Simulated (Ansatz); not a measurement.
# MnCu₅ under compression: one row to predict

The structure comes from a generated guess, relaxed at this level; another structure or a mixture of phases may lie lower.

Theory: DFT PBE, scalar-relativistic, plane waves, PAW (Ansatz). Plane waves to 420 eV, a 14×14×4 mesh through Γ for the 6-atom cell and 0.10 eV Gaussian smearing; collinear spin.

```xyz
6
Lattice="2.6391 0.0000 0.0000 0.0000 2.6391 0.0000 0.0000 0.0000 10.6192" Properties=species:S:1:pos:R:3 pbc="T T T"
Mn    1.3196    1.3196    5.3096
Cu    0.0000    0.0000    0.0000
Cu    1.3196    1.3196    1.7344
Cu    0.0000    0.0000    3.4844
Cu    0.0000    0.0000    7.1349
Cu    1.3196    1.3196    8.8849
```

The cell was set to several volumes, with shape and atoms relaxed at each where symmetry leaves them free. Pressure is positive in compression, and energies count from the lowest row. No row has a gap on its mesh.

| row | V (Å³/atom) | P (GPa) | ΔE (meV/atom) | largest moment (μB) |
| --- | --- | --- | --- | --- |
| 1 | 10.848 | 19.56 | 79.4 | 2.34 |
| 2 | 11.218 | 13.47 | 41.3 | 2.70 |
| 3 | 11.588 | ? | ? | ? |
| 4 | 11.957 | 3.44 | 4.0 | 3.11 |
| 5 | 12.327 | -0.01 | 0.0 | 3.35 |
| 6 | 12.697 | -3.48 | 4.0 | 3.44 |
| 7 | 13.067 | -6.45 | 15.5 | 3.52 |
| 8 | 13.560 | -9.63 | 40.5 | 3.62 |

Question: Find B = −V·ΔP/ΔV from rows 4 and 6 and from rows 1 and 2, and from the two its slope B′ and its value B0 at zero pressure.

Answer: Rows 4 and 6 give −(11.957 + 12.697)/2 × (-3.48 − (3.44))/(12.697 − 11.957) = 115.3 GPa at a mean pressure of -0.02 GPa. Rows 1 and 2 give −(10.848 + 11.218)/2 × (13.47 − (19.56))/(11.218 − 10.848) = 181.6 GPa at a mean pressure of 16.52 GPa. So B′ = (181.6 − 115.3)/(16.52 − (-0.02)) = 4.01 and B0 = 115.3 − 4.01 × (-0.02) = 115.4 GPa. A third-order Birch–Murnaghan fit to all the energies gives B0 = 119.5 GPa and B′ = 4.1.

Question: Estimate the pressure and energy of row 3.

Answer: From row 5, V0 = 12.327 × (1 + (-0.01)/115.4) = 12.326 Å³/atom. Murnaghan's form P = (B0/B′)·[(V0/V)^B′ − 1] gives (115.4/4.01) × [(12.326/11.588)^4.01 − 1] = 8.08 GPa; the computed pressure is 7.90 GPa, so the estimate is off by +0.18 GPa. The work of compression from row 4, with the mean of the two pressures, gives ΔE = 4.0 + (8.08 + 3.44)/2 × (11.957 − 11.588)/160.2 × 1000 = 17.3 meV/atom (1 eV/Å³ = 160.2 GPa); the computed value is 16.8 meV/atom. Its largest moment is 2.89 μB.

The magnetic state reached may not be the lowest. All volumes keep the k mesh of the relaxed cell. The moments change along the series, which bends the curve. A later test with randomly moved atoms came back to the same energy, though modes that don't fit the test's cell weren't probed.

The largest moment, which presumably sits on Mn, falls at every step of compression, from 3.62 to 2.34 μB, yet it doesn't collapse within the range studied. Shorter distances strengthen the overlap of Mn 3d states with each other and with the copper bands. The d states broaden, and the exchange splitting gives way to the gain in band energy. Because a large moment favours a larger volume, its gradual loss makes compression easier. This probably contributes to a bulk modulus below that of elemental copper, although the weaker cohesion typical of high-spin Mn may also play a part.

The close estimate for row 3 suggests that the magnetic change is spread over the series rather than concentrated in a sharp transition there. It doesn't separate the magnetic part of the stiffness from the ordinary elastic part. With a single Mn atom per cell, all Mn moments are forced to be parallel, so the series can't show how antiferromagnetic coupling within the Mn layers would alter the volume or compressibility.
